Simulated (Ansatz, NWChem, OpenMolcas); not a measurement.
How methods differ on BH2 (boron dihydride)

BH2: 3 atoms, total charge 0, spin state doublet. SMILES: `[BH2]`. Geometry: relaxed at PBE0-D4/def2-TZVP.

```jsonl
{"atom": "B", "x (Å)": "0.2651", "y (Å)": "-0.1677", "z (Å)": "0.1297"}
{"atom": "H", "x (Å)": "0.2921", "y (Å)": "1.0149", "z (Å)": "0.2708"}
{"atom": "H", "x (Å)": "-0.5572", "y (Å)": "-0.8473", "z (Å)": "-0.4006"}
```

Quantity: the electronic atomisation energy, in eV. The values are calculated. Electronic energies at fixed atoms, without zero-point motion or spin-orbit coupling.

| level | kind | program | value (eV) | CPU time (all runs) |
| --- | --- | --- | --- | --- |
| U-revPBE/def2-TZVPPD | GGA | OpenMolcas | 7.34 | 16 s |
| UTPSS/def2-TZVPPD | meta-GGA | OpenMolcas | 7.73 | 23 s |
| UB3LYP/def2-TZVPPD | global hybrid | NWChem | 7.57 | 16 s |
| U-wB97X/def2-TZVPPD | range-separated hybrid | Ansatz | 7.45 | 14 s |
| UHSE06/def2-TZVPPD | range-separated hybrid | Ansatz | 7.47 | 3.5 s |
| UPBE-QIDH/def2-TZVPPD | double hybrid | Ansatz | 7.45 | 3.5 s |
| RPA@PBE/def2-TZVPPD | RPA | Ansatz | 6.96 | 6.7 s |
| UMP2/def2-TZVPPD | perturbation theory | NWChem | 7.28 | 18 s |
| UBCCD(T)/def2-TZVPPD | coupled cluster or CI | Ansatz | 7.24 | 5.6 s |

The values span 6.96 to 7.73 eV. CPU times are rough (shared hosts, several kinds of processor): they show what a rung costs within a factor of a few.

All nine methods give BH2 as bound against separated atoms, but the atomisation energy doesn't converge steadily up the ladder of methods. Taking coupled cluster, at 7.24 eV, as the reference, every density functional overbinds, the double hybrid included. TPSS does so most, at 7.73 eV, while the GGA revPBE comes closer than any of the hybrids. MP2 is closest of all, and only RPA underbinds, probably because its correlation is poor at short range and cancels incompletely between molecule and atoms.

The binding comes from two electron-pair B–H bonds, for which boron must give up its filled 2s shell and hybridise; the unpaired electron stays in an in-plane, largely nonbonding orbital on boron. Atomisation therefore breaks two pairs and restores the atomic 2s pair, so the result depends on how evenly a method treats correlation in both. The coupled-cluster value would probably rise somewhat with a larger basis, so its close agreement with MP2 and revPBE doesn't establish either as the more accurate choice for boron hydrides.
